**Q:** I want the pressure in a cell of AlNi, and my rule is to raise the plane-wave cutoff until the pressure stops moving. Between 150 and 200 eV it stops. May I use that value?

Plane-wave calculations with Ansatz 0.2.0 for AlNi (Cmmm, 2 atoms) in a fixed cell, using r2SCAN, the PAW set soft_2, no spin polarisation, a 16×16×14 k mesh and Gaussian smearing of 0.1 eV. Energies are taken at zero smearing; pressures are positive in compression and corrected for the finite cutoff. The reference is the same calculation at 850 eV.

| wave cutoff | energy less reference (meV per atom) | pressure less reference (GPa) | pressure (GPa) |
| --- | --- | --- | --- |
| 150 eV | 45768.8 | 6.483 | 7.060 |
| 200 eV | 7667.6 | 6.474 | 7.051 |
| 250 eV | 1242.4 | 0.769 | 1.346 |
| 300 eV | 154.2 | 0.924 | 1.501 |
| 350 eV | 14.6 | 0.122 | 0.699 |
| 380 eV | 6.3 | 0.009 | 0.586 |
| 460 eV | 2.6 | -0.025 | 0.552 |
| 500 eV | 1.5 | -0.015 | 0.562 |
| 520 eV | 1.1 | -0.011 | 0.566 |
| 600 eV | 0.6 | -0.005 | 0.572 |
| 700 eV | 0.4 | 0.000 | 0.577 |

**A:** No. The pressure moves by only 0.009 GPa between those two runs, yet both lie about 6.5 GPa above the run at 850 eV, which serves as the reference for both columns of differences. Over the same step the energy falls by 38 eV per atom, many times the strength of a chemical bond. The basis is still missing something large, and the pressure happens not to show it.

**Q:** How can the pressure stand still while so much else changes?

**A:** The pressure is the mean of three stresses, and a mean can hide opposite movements. From 150 to 200 eV the stress along c, the short edge of the conventional cell, rises by 5.6 GPa. The two stresses at right angles to it fall by 2.7 and 2.9 GPa, so the sum barely changes. These runs don't reveal why the stress along c moves the other way. The analysis printed after this exchange lists the stress errors at every cutoff.

**Q:** At 250 eV the pressure error is smaller than at 300 eV. Is the cheaper run the better one?

**A:** It is the worse one. This time the stress errors themselves cancel, not just their changes. At 250 eV the stress error along c is −3.8 GPa, while the other two are close to +3 GPa. At 300 eV all three errors have the same sign and none exceeds 1.3 GPa. The energy agrees with this verdict, since its error is eight times larger at 250 eV than at 300 eV.

**Q:** What is the basis missing?

**A:** Short wavelengths. Consider two limits: an electron spread evenly through the crystal needs only a few long waves, whereas one held tightly near a nucleus needs waves as short as the region it occupies. The shortest wave available is 1.0 Å long at 150 eV and 0.7 Å at 300 eV. That is coarse for the compact 3d states of nickel, even in the smoothed form in which PAW hands them to the plane waves. It is coarse for the 3s and 3p shells of nickel too, which are expected to be tighter still. The calculation treats 21 electrons, eight more than the three outer electrons of aluminium and the ten of nickel, and the orbital populations of the 500 eV run place those eight in nickel 3s and 3p.

**Q:** Does theory tell me how quickly the energy error should disappear?

**A:** It does once you assume a shape for the compact state. Take a Gaussian orbital of width s. The weight of a wave with wave number G in it is proportional to exp(−s²G²), and the cutoff energy is proportional to the largest G². The missing weight, and roughly the energy error with it, should therefore fall exponentially with the cutoff energy, apart from factors that vary only as powers of it. The more compact the state, the slower the fall.

An exponential fitted to the five runs from 150 to 350 eV falls by a factor of about seven for every 50 eV. The computed fall is somewhat slower than this at the start and faster at the end. Part of that bend is expected even for a Gaussian, because the missing waves grow in number and in kinetic energy as the cutoff rises, which slows the fall most at low cutoff. The plain exponential is therefore only a rough picture. The numbers support a smooth, rapid fall; that the compact states cause it is an argument from theory, since no run leaves them out.

**Q:** If the energy is wrong by tens of eV, why is the pressure wrong by only a few GPa?

**A:** Because pressure measures how the energy changes with volume. Imagine a state so compact that it never notices the neighbouring atoms. A poor basis would give it a large energy error, but the same error at every volume, and a constant has no slope. If the printed pressure is the true slope at fixed cutoff, the real case at 150 eV comes close to this limit: the energy error of 46 eV per atom changes by only about 5 meV when the volume grows by 1 %.

**Q:** Why do you say "at fixed cutoff"?

**A:** Because a stress calculation naturally keeps the number of waves fixed instead. When the cell shrinks, the same waves become shorter, and the effective cutoff rises. With a poor basis this lowers the energy, so the crystal seems to gain by shrinking and the raw pressure comes out too low. The pressures in the table have been corrected for this effect.

The size of the correction can be estimated at 300 eV. The number of waves is proportional to V·E^(3/2), where V is the volume per atom and E the cutoff energy. Keeping that number fixed makes E proportional to V^(−2/3), and the correction becomes

(2/3) · (E/V) · (fall of the energy per eV of cutoff).

Between 250 and 350 eV the energy error drops from 1242.4 to 14.6 meV per atom, or about 0.012 eV for each eV of cutoff. With V = 11.74 Å³ the formula gives (2/3) · (300/11.74) · 0.012 ≈ 0.2 eV/Å³. One eV/Å³ is about 160 GPa, so the correction is some 30 GPa.

Only the order of magnitude deserves trust, because the energy curve bends strongly within that interval and the average overstates the slope at 300 eV; the rate of the fitted exponential would give about 17 GPa. Even so, the comparison is instructive: the pressure error left at 300 eV is 0.9 GPa. An uncorrected pressure would have been useless there. The corrected one looks respectable although the basis is still poor. Between 150 and 200 eV the same formula gives some 1200 GPa, so the errors of 6.5 GPa there are about half a percent of the correction. They may be what an imperfect correction leaves over rather than the true slope, and so may the jumps of the stress along c; these runs can't tell the two apart.

**Q:** Then I could fit the steep fall of the energy and calculate the cutoff I need.

**A:** That would make you too confident. The exponential comes within about 15 % of the energy error at 380 eV, a run outside the fit, but partly by luck: it lies too high at 350 eV and too low at 380 eV, so the fall is already slowing there. At 460 eV the computed error is 2.6 meV per atom, about twelve times the prediction. The steep fall has given way to a slow tail.

The origin of the tail is open. The grid for the electron density is refined together with the wave cutoff, so the two errors can't be separated here. The functional may also respond to fine detail in the density, but that is a guess, and it would take the same series with another functional to test it.

**Q:** At 380 eV the pressure is within 0.01 GPa of the reference, and the separate stresses agree well too. Is that run good enough?

**A:** It is good for the pressure of this cell, but its agreement overstates the quality of the basis. The pressure error passes from positive to negative between 380 and 460 eV, and near such a crossing it must be small. At 460 eV it has grown again, to −0.025 GPa, while the energy error has fallen from 6.3 to 2.6 meV per atom. Here the separate stresses give little alarm, since the largest error is 0.03 GPa, along c. The energy and the next higher cutoff are better guides. More waves should only lower the energy, apart from errors of the density grid, so it isn't expected to cross its final value as the pressure does.

**Q:** What should replace my rule?

**A:** Ask for three things together: a small change in energy, a small change in each stress, and no relapse at the next higher cutoffs. In this cell the runs from 500 eV upwards satisfy them. Their energies lie within 1.5 meV per atom of the reference and each stress within about 0.015 GPa. The program's own messages point the same way, since it warned of too low a cutoff in every run up to 460 eV.

**Q:** And the reference itself, can I treat it as exact?

**A:** Not for the energy, which still falls by 0.4 meV per atom from 700 to 850 eV. Per eV of cutoff, that is faster than from 600 to 700 eV. A tail that is dying out should slow down, so the remaining error of the reference can't be read from these runs. A run well above 850 eV would be needed to settle it.

**Q:** At least the reference pressure is only 0.58 GPa, so my cell must be nearly free of stress.

**A:** The mean misleads you once more, this time with a good basis. At 850 eV the cell is under compression of 3.7 and 2.1 GPa in the two directions at right angles to c, and under tension of 4.0 GPa along c. A higher cutoff can't remove these stresses, because they belong to the chosen size and shape of the cell. To find the stress-free crystal you would have to let the edges relax.

The analysis program printed:

```
Errors against the 850 eV run:
     row  stress error along x (GPa)  stress error along y (GPa)  stress error along c (GPa)  energy error change per 1 % volume growth (meV/atom)  shortest wavelength (A)
  150 eV                       5.886                       6.538                       7.025                                                -4.749                    1.001
  200 eV                       3.223                       3.614                       12.59                                                -4.742                   0.8672
  250 eV                        2.83                       3.268                      -3.791                                               -0.5633                   0.7757
  300 eV                      0.7096                      0.7716                       1.291                                               -0.6769                   0.7081
  350 eV                      0.1115                      0.1078                      0.1471                                              -0.08937                   0.6556
  380 eV                    0.000488                   -0.001264                     0.02806                                             -0.006593                   0.6291
  460 eV                    -0.02252                    -0.02358                    -0.02867                                               0.01831                   0.5718
  500 eV                      -0.014                    -0.01441                     -0.0141                                               0.01099                   0.5485
  520 eV                    -0.01098                    -0.01161                   -0.009705                                              0.008058                   0.5378
  600 eV                   -0.006095                   -0.006342                   -0.002586                                              0.003663                   0.5007
  700 eV                   -0.000218                   -0.000185                    0.000749                                                     0                   0.4635
Change of pressure from 150 to 200 eV cutoff (GPa): -0.009
Change of energy from 150 to 200 eV cutoff (eV/atom): -38.1
Change of stress along c from 150 to 200 eV cutoff (GPa): 5.561
Energy error at 250 eV over that at 300 eV (ratio): 8.057
Rough finite-cutoff correction between 150 and 200 eV (GPa): 1214
Rough finite-cutoff correction around 300 eV (GPa): 33.52
fit of lnE on 5 rows (cut <= 350): constant 16.91 +/- 0.36, coefficient of cut -0.04001 +/- 0.0014; rms 0.172, worst 350 eV 0.222, leave-one-out rms 0.35
  rows outside the fit (model, value, miss): 380 eV 1.702, 1.841, -0.138; 460 eV -1.499, 0.9555, -2.45; 500 eV -3.1, 0.4055, -3.51; 520 eV -3.9, 0.09531, -4; 600 eV -7.101, -0.5108, -6.59; 700 eV -11.1, -0.9163, -10.2
Factor by which the fitted energy error falls per 50 eV of cutoff: 7.394
Computed energy error over exponential prediction at 460 eV (ratio): 11.64
Local exponent of a power law from 150 to 200 eV: -6.21
Local exponent of a power law from 300 to 350 eV: -15.29
Energy fall per 100 eV of cutoff from 600 to 700 eV (meV/atom): 0.2
Energy fall per 100 eV of cutoff from 700 to 850 eV (meV/atom): 0.28
```
